A low plane-wave cutoff can take a quarter of an electronvolt off a band gap without any change in the material. In zinc-blende AlN the gap at 395 eV is 0.235 eV smaller than at 966 eV with the same potentials. At 626 eV the shortfall is about 0.02 eV, and at 803 eV it is a few thousandths. The crystal is the same fixed cell throughout, so this growth of the gap is an effect of the basis.

PBE calculations with Quantum ESPRESSO for zinc-blende AlN in a fixed two-atom cell, with norm-conserving pseudopotentials, fixed occupations and no spin polarisation or spin–orbit coupling. Gaps are taken on a 4×4×4 k mesh; the self-consistent step of the PseudoDojo runs used 10×10×10. Question marks stand for values withheld until part (c).

```csv
potentials,basis,gap (eV),direct gap (eV)
PseudoDojo 0.4.1 SR PBE standard,395 eV,3.090,3.870
PseudoDojo 0.4.1 SR PBE standard,517 eV,3.265,4.080
PseudoDojo 0.4.1 SR PBE standard,626 eV,3.305,4.149
SG15 PBE 1.2,952 eV,3.314,4.189
PseudoDojo 0.4.1 SR PBE standard,803 eV,3.323,4.187
PseudoDojo 0.4.1 SR PBE standard,966 eV,3.325,4.192
PseudoDojo 0.4.1 SR PBE standard,1143 eV,?,?
PseudoDojo 0.4.1 SR PBE standard,1374 eV,?,?
```

Here "gap" is the smallest energy from any filled to any empty level on the k mesh, and "direct gap" is the smallest one at a single k point. "Basis" is the cutoff, the highest kinetic energy of a plane wave that the calculation keeps.

**(a) Why does a low cutoff make the gap too small, and why does the direct gap suffer more?**

*Solution.* The cutoff sets the finest detail that an orbital can have. The shortest wavelength kept is about 0.6 Å at 395 eV and 0.4 Å at 966 eV. An orbital that needs finer detail is forced into a smoother shape, which costs energy. In a fixed potential, a smaller basis can therefore only raise a level or leave it where it is. In these runs the potential is not quite fixed, because the electron density adjusts to the basis. A level can then even move the other way: the deep N 2s level at Γ lies 0.21 eV lower at 395 eV than at 966 eV.

The gap shrinks if the valence top is raised more than the conduction edge. Theory gives a good reason to expect this in AlN. The valence top is mainly N 2p, a compact orbital with no p shell beneath it, and even a pseudopotential leaves it rather sharp. The conduction edge is more spread out and needs fewer short waves. The band edges printed by the runs show the expected imbalance: from 395 to 966 eV the valence top sinks by 0.364 eV, the conduction edge by only 0.128 eV. That compactness is the cause is still argued from the nature of the orbitals, since these shifts also contain the change in the potential. For a similar crystal, the question to ask is which band edge is built from the more compact orbitals.

The two gaps together reveal something more. By the well-known band structure of this crystal, both start from the valence top at Γ; the smaller gap ends at the conduction edge at X, the direct one at the conduction level at Γ. Their difference is then the spacing of two conduction levels, and the valence top drops out. This spacing grows from 0.780 eV at 395 eV to 0.867 eV at 966 eV. The printed levels show why: as the basis improves, the conduction level at X sinks by 0.128 eV and the one at Γ by only 0.042 eV. More of the valence correction is therefore offset in the indirect gap. Why the level at X responds more than the one at Γ is not settled by these numbers.

**(b) Predict both gaps at 1143 and 1374 eV, with error bars.**

*Solution.* The short-wave part of a smooth orbital dies off quickly. Suppose that its amplitude falls like a Gaussian in the wavevector G. The weight left out by the cutoff then also falls like a Gaussian in G. Since the kinetic energy is proportional to G², the error falls roughly exponentially with the cutoff energy E:

gap(E) = limit − A · exp[−(E − 395 eV)/s]

A is the shortfall at 395 eV, and s sets how fast it fades. The limit, A and s were fitted to the five PseudoDojo rows with known gaps, separately for each kind of gap. Three constants for five points make a good fit weak evidence for the formula. SG15 was left out because it is a different set of potentials.

For the gap, the fit gives a limit of 3.325 eV, A = 0.235 eV and s = 91 eV, so each further 100 eV of cutoff leaves about a third of the shortfall. The row at 1143 eV, which was not part of the fit, lies 748 eV above the lowest cutoff. Its expected shortfall is 0.235 eV × exp(−748/91), or less than 0.0001 eV. The prediction is therefore the limit itself.

| Cutoff | Predicted gap | Predicted direct gap |
|---|---|---|
| 1143 eV | 3.325 ± 0.004 eV | 4.195 ± 0.010 eV |
| 1374 eV | 3.325 ± 0.004 eV | 4.196 ± 0.010 eV |

In words, both gaps should stay within a few thousandths of an electronvolt of their values at 966 eV, with any drift more likely upward. The direct gap may move more, and the two new rows should nearly coincide. Each half-width is twice the last known step, from 803 to 966 eV. That is a judgement about how far the tail might still run, not a statistical interval.

**(c) Compare with the computed values. What does the comparison teach about settings and physics?**

The withheld rows as computed:

```csv
potentials,basis,gap (eV),direct gap (eV)
PseudoDojo 0.4.1 SR PBE standard,1143 eV,3.325,4.192
PseudoDojo 0.4.1 SR PBE standard,1374 eV,3.325,4.192
```

*Solution.* All four values fall inside their ranges, and the two new rows coincide. The gap is predicted correctly to the last printed digit. The direct gap is predicted too high, by 0.003 eV at 1143 eV and 0.004 eV at 1374 eV. The expected upward drift did not appear: simply keeping the values from 966 eV would have given all four results.

The miss in the direct gap comes from the shape of the curve. Measured from the final 4.192 eV, the shortfall is 0.043 eV at 626 eV and 0.005 eV at 803 eV, so it drops to about a ninth. The fitted exponential would leave more than a fifth over the same interval. The large changes at low cutoff steer the fit, while the real curve levels off sooner and lower.

The success for the gap does not single out the exponential in energy. A decay exponential in the wavevector, fitted to the same five rows, describes the known gaps better, with about half the rms misfit and a much smaller leave-one-out error, and yet overshoots the new ones by about 0.001 eV. Both formulas serve to judge when a scan has levelled off; neither measures the size of an orbital. The printed output below shows the fits.

The plateau also clarifies the comparison with SG15, whose gap at 952 eV is 0.011 eV below the PseudoDojo value at 966 eV. Since the PseudoDojo gap no longer moves, its own cutoff can't explain that difference. The potentials themselves may be the cause: SG15 treats eleven electrons of Al as valence, PseudoDojo only three. The cutoff of the SG15 run may also play a part, as may the k mesh of the self-consistent step, which is listed as 10×10×10 for the PseudoDojo runs but not for the SG15 run.

For practical work, the cutoff should match the accuracy wanted. For this AlN crystal with these PseudoDojo potentials, 626 eV is enough for an error of a few hundredths of an electronvolt in either gap, and 803 eV for one of a few thousandths, both relative to the plateau. That plateau is the answer of PBE with these potentials and k meshes, not the measured gap. PBE is well known to make such gaps too small, and a higher cutoff does not repair this.

Numerical output:

```
fit of result_gap on 5 rows (dojo): constant 3.325 +/- 0.00083, coefficient of exp(-de/s) -0.235 +/- 0.0018, s 90.75; rms 0.000951, worst PseudoDojo 0.4.1 SR PBE standard 0.00172, leave-one-out rms 0.0146
  rows outside the fit (model, value, miss): SG15 PBE 1.2 3.325, 3.314, 0.0106; PseudoDojo 0.4.1 SR PBE standard 3.325, 3.325, 8.52e-05; PseudoDojo 0.4.1 SR PBE standard 3.325, 3.325, 0.000142
fit of result_direct_gap on 5 rows (dojo): constant 4.196 +/- 0.00085, coefficient of exp(-de/s) -0.3256 +/- 0.0018, s 117.9; rms 0.000919, worst PseudoDojo 0.4.1 SR PBE standard -0.00163, leave-one-out rms 0.00176
  rows outside the fit (model, value, miss): SG15 PBE 1.2 4.193, 4.189, 0.0037; PseudoDojo 0.4.1 SR PBE standard 4.195, 4.192, 0.00302; PseudoDojo 0.4.1 SR PBE standard 4.196, 4.192, 0.00351
fit of result_gap on 5 rows (dojo): constant 3.327 +/- 0.00042, coefficient of exp(-dk/s) -0.2366 +/- 0.00091, s 2.125; rms 0.00048, worst PseudoDojo 0.4.1 SR PBE standard -0.000866, leave-one-out rms 0.00175
  rows outside the fit (model, value, miss): SG15 PBE 1.2 3.325, 3.314, 0.0112; PseudoDojo 0.4.1 SR PBE standard 3.326, 3.325, 0.00121; PseudoDojo 0.4.1 SR PBE standard 3.326, 3.325, 0.00147
Gap at 966 eV less gap at 395 eV cutoff, PseudoDojo (eV): 0.235
Direct gap at 966 eV less direct gap at 395 eV cutoff, PseudoDojo (eV): 0.322
Last known step of the gap, 803 to 966 eV (eV): 0.002
Last known step of the direct gap, 803 to 966 eV (eV): 0.005
Half-width of the forecast for the gap (eV): 0.004
Half-width of the forecast for the direct gap (eV): 0.01
Direct gap less gap at 395 eV cutoff (eV): 0.78
Direct gap less gap at 966 eV cutoff, PseudoDojo (eV): 0.867
Share of the gap's deficit left after 100 eV more cutoff, energy model: 0.3322
SG15 at 952 eV less PseudoDojo at 966 eV, gap (eV): -0.011
SG15 at 952 eV less PseudoDojo at 966 eV, direct gap (eV): -0.003
Revealed change of the gap, 966 to 1143 eV (eV): 0
Revealed change of the gap, 966 to 1374 eV (eV): 0
Revealed change of the direct gap, 966 to 1143 eV (eV): 0
Revealed change of the direct gap, 966 to 1374 eV (eV): 0
```
